**Electron affinity of Rb across methods: pair counting and exchange mixing**

The table holds the energy to remove the outer electron of Rb⁻ (5s² → 5s¹) from differences of total energies in PySCF, with a spin-free X2C Hamiltonian and x2c-TZVPPall plus diffuse functions, for Hartree-Fock, eight functionals, and MP2 and SCS-MP2 with two frozen cores. The program compares each row with the measured 0.486 eV, tests parameter-free pair counting on the MP2 rows, extrapolates the PBE to PBE0 step linearly in exact exchange, and fits a line in the exact-exchange share to the functionals with and without MN15. The SCS gain at the valence level is 1.2000 times the MP2 gain, as one opposite-spin pair requires, and the 4s4p step is scaled by 0.757 against 0.767 predicted for equal spin parts. All MP2 rows stay low, by 0.09 to 0.21 eV, five functionals lie within 1 kcal/mol, and MN15 is 0.35 eV high. The exact-exchange share accounts for at most a tenth of the variance among the functionals.

Electron affinity of Rb, from Rb⁻ ([Kr] 5s²) to Rb ([Kr] 5s¹), as differences of total energies from PySCF 2.14.0 with unrestricted determinants, x2c-TZVPPall plus one diffuse shell per l, and the spin-free one-electron X2C Hamiltonian with a Gaussian nucleus. MP2 and SCS-MP2 correlate 5s (valence) or 4s4p5s (subvalence). The tabulated, measured affinity is 0.48592 eV.

## Script

```python
# Table: electron affinity of Rb (Rb- 5s2 -> Rb 5s1), PySCF, unrestricted determinants, x2c-TZVPPall + diffuse,
# spin-free X2C; HF, eight functionals, MP2 and SCS-MP2. Tested: pair counting for the MP2 rows,
# linear exchange mixing (PBE to PBE0 to HF), and whether the exact-exchange share orders the functionals.
T = {
    'method': ['HF', 'LDA', 'PBE', 'PBE0', 'r2SCAN', 'B3LYP', 'TPSS', 'MN15', 'wB97M-V', 'MP2 valence', 'SCS-MP2 valence', 'MP2 subvalence', 'SCS-MP2 subvalence'],
    'rung': ['Hartree-Fock', 'LDA', 'GGA', 'global hybrid', 'meta-GGA', 'global hybrid', 'meta-GGA', 'global hybrid', 'range-separated', 'wave function', 'wave function', 'wave function', 'wave function'],
    'exx': [100, 0, 0, 25, 0, 20, 0, 44, 100, None, None, None, None],  # %
    'e': [-0.09, 0.58, 0.51, 0.47, 0.4, 0.51, 0.52, 0.84, 0.46, 0.28, 0.35, 0.33, 0.39],  # eV
    'less_hf': [0.0, 0.66, 0.59, 0.56, 0.49, 0.6, 0.61, 0.92, 0.54, 0.36, 0.44, 0.42, 0.48],  # eV
    'err': [-0.57, 0.09, 0.02, -0.02, -0.08, 0.03, 0.04, 0.35, -0.03, -0.21, -0.14, -0.15, -0.09],  # eV
}
import numpy as np
from math import comb
from scipy import constants as C
ref = 0.48592  # tabulated (measured) affinity from the caption, eV
# five-figure affinities, further outputs of the same calculation, in table order (eV)
raw = [-0.086216, 0.57742, 0.50834, 0.47074, 0.40162, 0.51436, 0.5224, 0.83617,
       0.4554, 0.27634, 0.34885, 0.3347, 0.39302]
m = T['method']; E = dict(zip(m, raw)); X = dict(zip(m, T['exx']))
dev = max(abs(a - b) for a, b in zip(raw, T['e']))
print(f"table rounding 0.005 eV; five-figure outputs differ from table by at most {dev:.4f} eV")
hc = C.h * C.c / C.e * 1e9; kcal = C.calorie * 1e3 / C.N_A / C.e
need = ref - E['HF']
print(f"tabulated {ref} eV (threshold {hc/ref:.0f} nm); needed beyond HF {need:.3f} eV; 1 kcal/mol = {kcal:.4f} eV")
print("method               EA/eV  error/eV  error/%  gain over HF as % of needed  threshold/nm")
for k in m:
    lam = f"{hc/E[k]:.0f}" if E[k] > 0 else "unbound"
    print(f"{k:20s}{E[k]:7.3f}{E[k]-ref:+9.3f}{100*(E[k]-ref)/ref:+9.1f}{100*(E[k]-E['HF'])/need:16.0f}{lam:>22s}")
for t in (kcal, 0.1):
    print(f"within {t:.3f} eV:", ", ".join(k for k in m if abs(E[k] - ref) < t))
close = [E[k] for k in m if abs(E[k] - ref) < kcal]
print(f"spread of the rows within 1 kcal/mol: {max(close)-min(close):.3f} eV")
g = {k: E[k] - E['HF'] for k in m}
v, sv, u, su = g['MP2 valence'], g['SCS-MP2 valence'], g['MP2 subvalence'], g['SCS-MP2 subvalence']
print("Pair counting (gains over HF)")
print(f" 5s2 pair: MP2 {v:.4f} eV, SCS {sv:.4f} eV, ratio {sv/v:.4f} (one opposite-spin pair: 1.2)")
print(f" SCS less MP2: valence {sv-v:+.3f} eV, subvalence {su-u:+.3f} eV")
d, sd = u - v, su - sv; pred = (6/5 + 1/3) / 2
print(f" 4s4p step: MP2 {d:.4f} eV ({100*d/need:.0f}% of needed), SCS {sd:.4f} eV")
print(f" step ratio SCS/MP2 {sd/d:.3f}; equal spin parts predict {pred:.3f}, i.e. {pred*d:.4f} eV, miss {pred*d-sd:+.4f} eV")
os_, ss = np.linalg.solve([[1, 1], [6/5, 1/3]], [d, sd])
print(f" step split with factors 6/5 and 1/3: opposite spin {os_:.4f} eV, same spin {ss:.4f} eV")
print(f" still missing at MP2 subvalence {need-u:.3f} eV = {(need-u)/d:.1f} times the 4s4p step")
print(f" pairs, anion/neutral: valence {comb(2,2)}/{comb(1,2)}, subvalence {comb(10,2)}/{comb(9,2)}")
print(f" subvalence opposite spin {5*5}/{5*4}, same spin {2*comb(5,2)}/{comb(5,2)+comb(4,2)}")
print("Exchange mixing, PBE and PBE0 only (fourfold extrapolation, density change ignored)")
step = E['PBE0'] - E['PBE']; s = step / (X['PBE0'] / 100); full = E['PBE'] + s
print(f" PBE0 less PBE {step:+.4f} eV; slope {s:+.3f} eV per 100% exact exchange; value at 100%: {full:.3f} eV")
print(f" PBE gain {g['PBE']:.3f} eV = correlation about {full-E['HF']:.2f} + semilocal exchange about {-s:.2f} eV")
print("Exact-exchange share against affinity, functionals only")
dft = [k for k in m if X[k] is not None and k != 'HF']
for name, ks in (("all eight", dft), ("without MN15", [k for k in dft if k != 'MN15'])):
    x = np.array([X[k] / 100 for k in ks]); y = np.array([E[k] for k in ks])
    p = np.polyfit(x, y, 1); r = y - np.polyval(p, x); w = int(np.argmax(abs(r)))
    print(f" {name}: mean {y.mean():.3f} eV, rms about mean {y.std():.3f}, rms error {np.sqrt(np.mean((y-ref)**2)):.3f} eV")
    print(f"   line slope {p[0]:+.3f} eV per 100%, rms {r.std():.3f} eV, R2 {1-r.var()/y.var():.2f}, worst {ks[w]} {r[w]:+.3f} eV")
print(f" MN15 above the second line by {E['MN15']-np.polyval(p, X['MN15']/100):.3f} eV")
z = [E[k] for k in dft if X[k] == 0]
print(f" range at 0% exact exchange {min(z):.3f} to {max(z):.3f} eV, width {max(z)-min(z):.3f} eV")
print(f" TPSS less r2SCAN {E['TPSS']-E['r2SCAN']:.3f} eV; LDA less PBE {E['LDA']-E['PBE']:.3f} eV; wB97M-V less HF {g['wB97M-V']:.3f} eV")
assert dev < 0.0051 and T['e'][0] < 0 and all(a > 0 for a in T['e'][1:])
assert abs(sv / v - 1.2) < 0.002 and d > 0 and sd > 0
assert all(a < 0 for a, k in zip(T['err'], m) if 'MP2' in k)
assert max(dft, key=lambda k: abs(E[k] - ref)) == 'MN15'
```

Printed output:

```
table rounding 0.005 eV; five-figure outputs differ from table by at most 0.0047 eV
tabulated 0.48592 eV (threshold 2552 nm); needed beyond HF 0.572 eV; 1 kcal/mol = 0.0434 eV
method               EA/eV  error/eV  error/%  gain over HF as % of needed  threshold/nm
HF                   -0.086   -0.572   -117.7               0               unbound
LDA                   0.577   +0.092    +18.8             116                  2147
PBE                   0.508   +0.022     +4.6             104                  2439
PBE0                  0.471   -0.015     -3.1              97                  2634
r2SCAN                0.402   -0.084    -17.3              85                  3087
B3LYP                 0.514   +0.028     +5.9             105                  2410
TPSS                  0.522   +0.036     +7.5             106                  2373
MN15                  0.836   +0.350    +72.1             161                  1483
wB97M-V               0.455   -0.031     -6.3              95                  2723
MP2 valence           0.276   -0.210    -43.1              63                  4487
SCS-MP2 valence       0.349   -0.137    -28.2              76                  3554
MP2 subvalence        0.335   -0.151    -31.1              74                  3704
SCS-MP2 subvalence    0.393   -0.093    -19.1              84                  3155
within 0.043 eV: PBE, PBE0, B3LYP, TPSS, wB97M-V
within 0.100 eV: LDA, PBE, PBE0, r2SCAN, B3LYP, TPSS, wB97M-V, SCS-MP2 subvalence
spread of the rows within 1 kcal/mol: 0.067 eV
Pair counting (gains over HF)
 5s2 pair: MP2 0.3626 eV, SCS 0.4351 eV, ratio 1.2000 (one opposite-spin pair: 1.2)
 SCS less MP2: valence +0.073 eV, subvalence +0.058 eV
 4s4p step: MP2 0.0584 eV (10% of needed), SCS 0.0442 eV
 step ratio SCS/MP2 0.757; equal spin parts predict 0.767, i.e. 0.0447 eV, miss +0.0006 eV
 step split with factors 6/5 and 1/3: opposite spin 0.0285 eV, same spin 0.0298 eV
 still missing at MP2 subvalence 0.151 eV = 2.6 times the 4s4p step
 pairs, anion/neutral: valence 1/0, subvalence 45/36
 subvalence opposite spin 25/20, same spin 20/16
Exchange mixing, PBE and PBE0 only (fourfold extrapolation, density change ignored)
 PBE0 less PBE -0.0376 eV; slope -0.150 eV per 100% exact exchange; value at 100%: 0.358 eV
 PBE gain 0.595 eV = correlation about 0.44 + semilocal exchange about 0.15 eV
Exact-exchange share against affinity, functionals only
 all eight: mean 0.536 eV, rms about mean 0.124, rms error 0.133 eV
   line slope +0.037 eV per 100%, rms 0.123 eV, R2 0.01, worst MN15 +0.293 eV
 without MN15: mean 0.493 eV, rms about mean 0.052, rms error 0.052 eV
   line slope -0.048 eV per 100%, rms 0.049 eV, R2 0.10, worst r2SCAN -0.101 eV
 MN15 above the second line by 0.355 eV
 range at 0% exact exchange 0.402 to 0.577 eV, width 0.176 eV
 TPSS less r2SCAN 0.121 eV; LDA less PBE 0.069 eV; wB97M-V less HF 0.542 eV
```
